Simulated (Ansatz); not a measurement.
**Strength of the N–C bond: C3H8BN → C3H5 + BH2(NH)**

Species: C3H8BN `BNCC=C`, singlet; C3H5 `[CH2]C=C`, doublet; BH2(NH), doublet. 

Shapes, held fixed at every level: PBE0-D4/def2-TZVP. Flexible molecules stand in one conformer, not always the lowest. Programs: Ansatz 0.2.0. The zero-point and thermal change to 298 K, harmonic and unscaled (PBE0-D4/def2-TZVP), is -29.0 kJ/mol.

**Question.** Estimate ΔH(298 K) of this reaction.

**Answer.** B2PLYP/def2-TZVPP gives ΔH(298 K) = +318.2 kJ/mol; the levels span +206.5 to +371.2. The median of the levels is +313.3. Hartree–Fock misses the correlation of the pair that is broken and comes out low. No measured value is set beside it here. Spin contamination: C3H5 (⟨S²⟩ up to 0.95). Open shells run unrestricted.

| level | kind | ΔH(298 K) (kJ/mol) |
| --- | --- | --- |
| HF/def2-SVP | Hartree–Fock | +206.5 |
| SPW92/def2-TZVPP | LDA | +371.2 |
| PBE-D4/def2-TZVPP | GGA | +309.2 |
| BHLYP-D4/def2-TZVPP | global hybrid | +301.4 |
| PBE0-D4/def2-TZVPP | global hybrid | +317.4 |
| r2SCAN0-D4/def2-TZVPP | global hybrid | +289.8 |
| wB97M-V/def2-TZVPP | range-separated hybrid | +332.6 |
| B2PLYP/def2-TZVPP | double hybrid | +318.2 |

Breaking the N–C bond costs a substantial amount of enthalpy, but less than would be expected for a comparable saturated alkyl group, because the departing carbon radical is allylic and its unpaired electron is delocalised over both terminal carbons. The nitrogen fragment has no comparable allylic stabilisation, although B–N π interaction probably influences its energy too.

LDA lies at the top, in keeping with its usual overbinding. The remaining density functionals run from +289.8 to +332.6 kJ/mol, so they support a strong covalent bond but not a value of chemical accuracy. The fraction of exact exchange does not order them: PBE0 and r2SCAN0 have the same fraction yet differ clearly, which points to the semilocal part of the functional. The near-coincidence of B2PLYP and PBE0 may therefore owe something to error cancellation and is no proof of convergence. With only this cleavage computed, it remains open whether N–C is the weakest bond in the molecule.
